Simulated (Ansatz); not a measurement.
Ag3Au: the change of energy above lowest point and pressure with volume scale

Results calculated with Ansatz 0.2.0, not measured. Free energy against uniform scaling of the volume at fixed shape and fractions; periodic cell, basis, potentials, k mesh and filling as listed.

The cell before it is scaled or strained (space group Pm-3m, No. 221):
```
cell vectors (Å)
   4.1111     0.0000     0.0000
   0.0000     4.1111     0.0000
   0.0000     0.0000     4.1111
atoms (fractions of the cell vectors)
Ag  0.50000  0.00000  0.50000
Ag  0.00000  0.50000  0.50000
Ag  0.50000  0.50000  0.00000
Au  0.00000  0.00000  0.00000
```

Settings of every row: functional r2SCAN; dispersion none; potentials PAW; wave cutoff 550 eV; density cutoff 2200 eV; k mesh 6x6x6; k shift 0x0x0; occupations methfessel paxton; smearing width 0.1 eV; spin none; SCF threshold exponent -10.

Limits: coarse k mesh, up to 40 meV an atom off; no spin-orbit coupling, which can matter with elements this heavy; the cell comes from a prototype or a list of computed structures and needn't be the stable phase.

| row | volume scale | V (Å³/atom) | energy above lowest point (meV/atom) | pressure (GPa) |
| --- | --- | --- | --- | --- |
| 1 | 0.9 | 15.634 | 73.8 | 15.79 |
| 2 | 0.925 | 16.068 | 38.2 | 10.65 |
| 3 | 0.95 | 16.502 | 15.3 | 6.33 |
| 4 | 0.975 | 16.936 | 3.2 | 2.72 |
| 5 | 1 | 17.371 | 0 | -0.27 |
| 6 | 1.025 | 17.805 | ? | ? |
| 7 | 1.05 | 18.239 | 14.9 | -4.96 |
| 8 | 1.075 | 18.673 | 30.8 | -6.75 |
| 9 | 1.1 | 19.108 | 51.1 | -8.19 |

Question: what energy above lowest point and pressure should row 6 give?

Worked fit of energy above lowest point. Take u = (V_r/V)^(2/3) − 1 with V_r = 17.154 Å³ an atom, which is twice the finite (Eulerian) strain; such expansions in the strain, on which the Birch-Murnaghan equation of state is built, carry the rest volume and the bulk modulus. The shown rows have u = 0.06381, 0.04457, 0.02617, 0.00856, -0.00835, -0.04006, -0.05499, -0.06939. Least squares give energy above lowest point = 0.54 + 185 × u + 14169 × u² + 14468 × u³ meV/atom; a parabola predicts inner rows, each left out in turn, worse (root mean square 1 against 0.047 meV/atom). All shown rows lie on it to the printed digit. Its lowest point lies at u = -0.0066, or V = 17.33 Å³ an atom, and the curvature there gives the bulk modulus at fixed shape and fractions, B = (4/9)(1 + u)² E″(u)/V = 113 GPa. The withheld row has u = -0.02453, so the fit gives 0.54 + 185 × (-0.02453) + 14169 × (-0.02453)² + 14468 × (-0.02453)³ = 4.3 meV/atom.

The calculation gave 4.3 meV/atom. The fit meets it to the printed digit.

Worked fit of pressure. Take u = (V_r/V)^(2/3) − 1 with V_r = 17.154 Å³ an atom, which is twice the finite (Eulerian) strain; such expansions in the strain, on which the Birch-Murnaghan equation of state is built, carry the rest volume and the bulk modulus. The shown rows have u = 0.06381, 0.04457, 0.02617, 0.00856, -0.00835, -0.04006, -0.05499, -0.06939. Least squares give pressure = 1.143 + 179.17 × u + 717.5 × u² + 1109 × u³ GPa; a parabola predicts inner rows, each left out in turn, worse (root mean square 0.085 against 0.029 GPa). The rows lie off it by 0.00, 0.00, -0.01, -0.01, 0.03, -0.01, -0.03, 0.02. The pressure vanishes at u = -0.0065, or V = 17.32 Å³ an atom, and there the bulk modulus at fixed shape and fractions is B = −V dP/dV = (2/3)(1 + u) dP/du = 113 GPa. The withheld row has u = -0.02453, so the fit gives 1.143 + 179.17 × (-0.02453) + 717.5 × (-0.02453)² + 1109 × (-0.02453)³ = -2.84 GPa.

The calculation gave -2.81 GPa. The fit lies 0.03 GPa (1.1 % of the value, 0.13 % of the column's range) below it; its largest miss of a shown row is 0.03 GPa.
